**Ionisation energies of Lu53+ to Lu60+: exchange counting and jj recoupling**

The table holds ionisation energies of the argon-like to sodium-like ions of lutetium from unrestricted high-spin HF, MP2, CCSD and CCSD(T) in PySCF, with the spin-free X2C one-electron Hamiltonian and an even-tempered basis, beside tabulated theoretical values. The program fits Slater–Condon counting (F0, F2 and a drift) to the five HF steps in the 3p shell and compares the integrals with hydrogenic ones. It then recouples HF plus correlation to jj ground levels, using first-order spin-orbit parameters from the same calculations and no fit to the tabulated values. The fitted F2/F0 is 0.496 against the hydrogenic 0.501, and recoupling lowers the rms error of the 3p rows from 136 to 11 eV, leaving about +5 eV for 3p3/2 and −18 eV for 3p1/2. Correlation stays below the tabulated uncertainties, and the first-order LS correction fails for Lu54+ to Lu57+.

Ionisation energies of Lu53+ to Lu60+ from PySCF 2.14.0, as total-energy differences between ground configurations, each from a single real unrestricted determinant of highest spin. The Hamiltonian is spin-free X2C (one-electron) with a Gaussian nucleus, the basis even-tempered 17s12p4d4f with exponents changing along the series; 1s² is frozen in MP2 and coupled cluster.

## Numerical check

```python
# Table: ionisation energies (eV) of Lu53+..Lu60+, PySCF, unrestricted high-spin HF, MP2, CCSD(T), spin-free X2C-1e,
# even-tempered basis, vs tabulated theoretical values. Tested: Slater-Condon counting of HF steps, jj recoupling of HF.
T = {
    'species': ['Lu53+', 'Lu54+', 'Lu55+', 'Lu56+', 'Lu57+', 'Lu58+', 'Lu59+', 'Lu60+'],
    'N': [18, 17, 16, 15, 14, 13, 12, 11],
    'config': ['[Ar]', '[Ne] 3s2 3p5', '[Ne] 3s2 3p4', '[Ne] 3s2 3p3', '[Ne] 3s2 3p2', '[Ne] 3s2 3p1', '[Ne] 3s2', '[Ne] 3s1'],
    'final': ['[Ne] 3s2 3p5', '[Ne] 3s2 3p4', '[Ne] 3s2 3p3', '[Ne] 3s2 3p2', '[Ne] 3s2 3p1', '[Ne] 3s2', '[Ne] 3s1', '[Ne]'],
    'hf': [5260.22, 5372.08, 5484.79, 5636.02, 5750.61, 5866.07, 6329.46, 6455.94],  # eV
    'ccsd_outer': [1.04, None, 1.2, 0.51, 0.59, 0.65, 3.84, 0.79],  # eV
    'ccsd_t_outer': [1.04, None, 1.21, 0.51, 0.59, 0.65, 3.85, 0.79],  # eV
    'mp2_outer': [1.11, 1.16, 1.21, 0.61, 0.63, 0.64, 3.43, 0.78],  # eV
    'ref': [5168.0, 5282.0, 5408.0, 5525.0, 5937.0, 6070.0, 6326.0, 6452.0],  # eV
    'unc': [5.0, 5.0, 5.0, 5.0, 6.0, 6.0, 7.0, 10],  # eV
    'kind': ['theoretical', 'theoretical', 'theoretical', 'theoretical', 'theoretical', 'theoretical', 'theoretical', 'theoretical'],
}
import numpy as np
from scipy.constants import physical_constants as pc, alpha
from scipy.integrate import cumulative_trapezoid as ct
Ha = pc['Hartree energy in eV'][0]; Ry = Ha/2
sp = T['species']; A = lambda k: np.array([np.nan if v is None else v for v in T[k]], float)
hf, ref, unc, mp, cc, ct3, N = map(A, ['hf', 'ref', 'unc', 'mp2_outer', 'ccsd_outer', 'ccsd_t_outer', 'N'])
cor = np.where(np.isnan(ct3), mp, ct3)
print('rounding floor: HF 0.005 eV, tabulated 0.5 eV; uncertainty %g-%g eV; corr = CCSD(T)-HF, MP2-HF for Lu54+' % (unc.min(), unc.max()))
print('ion   step_HF step_tab  HF-tab  %err  HF+corr-tab  Zeff=3sqrt(HF/Ry)  MP2  CCSD CCSD(T) unc (eV)')
dh, dr = np.r_[np.nan, np.diff(hf)], np.r_[np.nan, np.diff(ref)]
for i, s in enumerate(sp):
    print('%s %7.2f %6.0f %8.2f %6.2f %8.2f %8.2f %8.2f %5.2f %5.2f %3.0f' % (s, dh[i], dr[i], hf[i]-ref[i],
          100*(hf[i]/ref[i]-1), hf[i]+cor[i]-ref[i], 3*np.sqrt(hf[i]/Ry), mp[i], cc[i], ct3[i], unc[i]))
print('total rise HF %.1f, tabulated %.0f eV; step into 3s HF less tabulated %.1f eV' % (hf[-1]-hf[0], ref[-1]-ref[0], dh[6]-dr[6]))
print('corr range %.2f-%.2f eV; drop Lu55+->56+ CCSD %.2f, MP2 %.2f; Lu59+/Lu60+ CCSD ratio %.1f; max (T) %.2f' % (
    cor.min(), cor.max(), cc[2]-cc[3], mp[2]-mp[3], cc[6]/cc[7], np.nanmax(abs(ct3-cc))))
# exchange counts in units f=F2/25 and spin-orbit counts in zeta for p^0..p^6
LS = np.array([0, 0, -5, -15, -15, -20, -30.]); JJ = np.array([0, 0, 0, -5, -13, -20, -30.])
SO = np.array([0, -1, -2, -1.5, -1, -0.5, 0]); n = (N[:6]-12).astype(int)
kLS, kJJ = LS[n-1]-LS[n], JJ[n-1]-JJ[n]
X = np.c_[np.ones(5), np.arange(5)-2, np.diff(kLS)]
p = np.linalg.lstsq(X, dh[1:6], rcond=None)[0]; F0, g, f = p
print('HF 3p step fit: F0 %.2f, drift %.2f per step, f %.3f, F2 %.1f, 15f %.1f, regular step F0-5f %.1f eV' % (F0, g, f, 25*f, 15*f, F0-5*f))
print('  residuals of 5 steps (3 parameters) eV:', np.round(dh[1:6]-X@p, 2))
r = np.linspace(1e-6, 120, 200001)
def Fk(P, k):
    d = P**2/ct(P**2, r)[-1]
    return 2*ct(d*ct(d*r**k, r, initial=0)/r**(k+1), r)[-1]*Ha
P3p, P3s = r*r*(1-r/6)*np.exp(-r/3), r*(1-2*r/3+2*r*r/27)*np.exp(-r/3)
h0, h2, hs = Fk(P3p, 0), Fk(P3p, 2), Fk(P3s, 0)
print('hydrogenic eV per unit Z: F0(3p) %.3f, F2(3p) %.3f, F0(3s) %.3f; F2/F0 %.3f, fitted %.3f' % (h0, h2, hs, h2/h0, 25*f/F0))
print('  implied Z: F0 %.1f, F2 %.1f, 3s step %.1f (nuclear 71, ion charges 53-60)' % (F0/h0, 25*f/h2, dh[7]/hs))
# typed from further outputs of the same runs: first-order LS spin-orbit corrections; Lu54+ functionals
so1 = np.array([-88.49056, -1.057478, 89.54804, -183.17994, -2.076041, 185.255981])
dft = np.array([5373.97159, 5374.86926, 5374.70149, 5375.22257, 5374.38193, 5374.72238])
z = np.zeros(7); z[5], z[4], z[2], z[1] = -2*so1[0], 2*so1[2], -so1[3], so1[5]; z[3] = (z[2]+z[4])/2
print('zeta of p5,p4,p3(interpolated),p2,p1 eV:', np.round(z[5:0:-1], 1), '; 1.5 zeta %.0f-%.0f' % (1.5*z[5], 1.5*z[1]))
E = SO*z; sj = E[n-1]-E[n]; ex = (kJJ-kLS)*f
base = hf[:6]+cor[:6]-ref[:6]; rem = base+sj+ex
print('ion   SO_jj  exch(jj-LS) | model-tab: HF+corr  +SO_jj  +SO_jj+exch | LS corr  HF+LS  HF+corr+LS (eV)')
for i in range(6):
    print('%s %7.1f %6.1f | %8.1f %7.1f %7.1f | %7.1f %7.1f %7.1f' % (sp[i], sj[i], ex[i], base[i], base[i]+sj[i],
          rem[i], so1[i], hf[i]-ref[i]+so1[i], base[i]+so1[i]))
rms = lambda a: np.sqrt(np.mean(a**2))
print('rms 3p rows: HF+corr %.0f, +LS %.0f, +SO_jj %.1f, +SO_jj+exch %.1f eV; worst %s' % (
    rms(base), rms(base+so1), rms(base+sj), rms(rem), sp[int(np.argmax(abs(rem)))]))
print('remainder 3p3/2 mean %.1f spread %.1f (without exch %.1f); 3p1/2 mean %.1f spread %.1f (without %.1f) eV' % (
    rem[:4].mean(), np.ptp(rem[:4]), np.ptp((base+sj)[:4]), rem[4:].mean(), np.ptp(rem[4:]), np.ptp((base+sj)[4:])))
print('3p1/2 remainder / zeta(p1): %.1f %%; 3s rows (no SO) HF+corr-tab: %.1f, %.1f eV' % (100*rem[4:].mean()/z[1], *(hf+cor-ref)[6:]))
for i in (3, 4):
    print('step %s->%s: tab %.0f = HF %.1f + corr %.1f + SO %.1f + exch %.1f + unexplained %.1f eV' % (sp[i-1], sp[i],
          dr[i], dh[i], cor[i]-cor[i-1], sj[i]-sj[i-1], ex[i]-ex[i-1], rem[i-1]-rem[i]))
print('coupling: zeta/f %.0f; neglected p2 J=0 mixing 50f^2/(3zeta) %.2f eV' % (z[3]/f, 50*f*f/(3*z[2])))
Zs = (1.5*z[1]*54/(Ry*alpha**2))**0.25
D = lambda Z, k: 2*Ry/alpha**2/np.sqrt(1+(Z*alpha/(3-k+np.sqrt(k*k-(Z*alpha)**2)))**2)
print('lowest-order hydrogenic 3p splitting: %.0f eV at Z=71; implied Z %.1f; Dirac/lowest order there %.2f' % (
    Ry*alpha**2*71**4/54, Zs, (D(Zs, 2)-D(Zs, 1))/(1.5*z[1])))
print('Lu54+ six functionals less tabulated: %.1f to %.1f eV, spread %.1f; less HF %.1f to %.1f' % (
    dft.min()-ref[1], dft.max()-ref[1], np.ptp(dft), dft.min()-hf[1], dft.max()-hf[1]))
assert all((hf-ref)[:4] > 0) and all((hf-ref)[4:6] < 0)
assert np.argmax(dh[1:6]) == 2 and np.argmax(dr[1:6]) == 3
assert 0.45 < 25*f/F0 < 0.55 and cor.max() < unc.min()
assert np.ptp(rem[:4]) < unc.min() and rms(rem) < rms(base+so1)
```

Printed output:

```
rounding floor: HF 0.005 eV, tabulated 0.5 eV; uncertainty 5-10 eV; corr = CCSD(T)-HF, MP2-HF for Lu54+
ion   step_HF step_tab  HF-tab  %err  HF+corr-tab  Zeff=3sqrt(HF/Ry)  MP2  CCSD CCSD(T) unc (eV)
Lu53+     nan    nan    92.22   1.78    93.26    58.99     1.11  1.04  1.04   5
Lu54+  111.86    114    90.08   1.71    91.24    59.61     1.16   nan   nan   5
Lu55+  112.71    126    76.79   1.42    78.00    60.23     1.21  1.20  1.21   5
Lu56+  151.23    117   111.02   2.01   111.53    61.06     0.61  0.51  0.51   5
Lu57+  114.59    412  -186.39  -3.14  -185.80    61.68     0.63  0.59  0.59   6
Lu58+  115.46    133  -203.93  -3.36  -203.28    62.29     0.64  0.65  0.65   6
Lu59+  463.39    256     3.46   0.05     7.31    64.71     3.43  3.84  3.85   7
Lu60+  126.48    126     3.94   0.06     4.73    65.35     0.78  0.79  0.79  10
total rise HF 1195.7, tabulated 1284 eV; step into 3s HF less tabulated 207.4 eV
corr range 0.51-3.85 eV; drop Lu55+->56+ CCSD 0.69, MP2 0.60; Lu59+/Lu60+ CCSD ratio 4.9; max (T) 0.01
HF 3p step fit: F0 126.18, drift 0.91 per step, f 2.505, F2 62.6, 15f 37.6, regular step F0-5f 113.7 eV
  residuals of 5 steps (3 parameters) eV: [ 0.02 -0.04  0.    0.03 -0.01]
hydrogenic eV per unit Z: F0(3p) 1.956, F2(3p) 0.979, F0(3s) 1.807; F2/F0 0.501, fitted 0.496
  implied Z: F0 64.5, F2 63.9, 3s step 70.0 (nuclear 71, ion charges 53-60)
zeta of p5,p4,p3(interpolated),p2,p1 eV: [177.  179.1 181.1 183.2 185.3] ; 1.5 zeta 265-278
ion   SO_jj  exch(jj-LS) | model-tab: HF+corr  +SO_jj  +SO_jj+exch | LS corr  HF+LS  HF+corr+LS (eV)
Lu53+   -88.5    0.0 |     93.3     4.8     4.8 |   -88.5     3.7     4.8
Lu54+   -90.6    5.0 |     91.2     0.6     5.6 |    -1.1    89.0    90.2
Lu55+   -92.6   20.0 |     78.0   -14.6     5.4 |    89.5   166.3   167.5
Lu56+   -94.7  -12.5 |    111.5    16.9     4.4 |  -183.2   -72.2   -71.6
Lu57+   181.1  -12.5 |   -185.8    -4.7   -17.2 |    -2.1  -188.5  -187.9
Lu58+   185.3    0.0 |   -203.3   -18.0   -18.0 |   185.3   -18.7   -18.0
rms 3p rows: HF+corr 136, +LS 113, +SO_jj 12.0, +SO_jj+exch 11.0 eV; worst Lu58+
remainder 3p3/2 mean 5.0 spread 1.3 (without exch 31.5); 3p1/2 mean -17.6 spread 0.8 (without 13.3) eV
3p1/2 remainder / zeta(p1): -9.5 %; 3s rows (no SO) HF+corr-tab: 7.3, 4.7 eV
step Lu55+->Lu56+: tab 117 = HF 151.2 + corr -0.7 + SO -2.0 + exch -32.6 + unexplained 1.1 eV
step Lu56+->Lu57+: tab 412 = HF 114.6 + corr 0.1 + SO 275.8 + exch 0.0 + unexplained 21.6 eV
coupling: zeta/f 72; neglected p2 J=0 mixing 50f^2/(3zeta) 0.57 eV
lowest-order hydrogenic 3p splitting: 341 eV at Z=71; implied Z 67.5; Dirac/lowest order there 1.19
Lu54+ six functionals less tabulated: 92.0 to 93.2 eV, spread 1.3; less HF 1.9 to 3.1
```
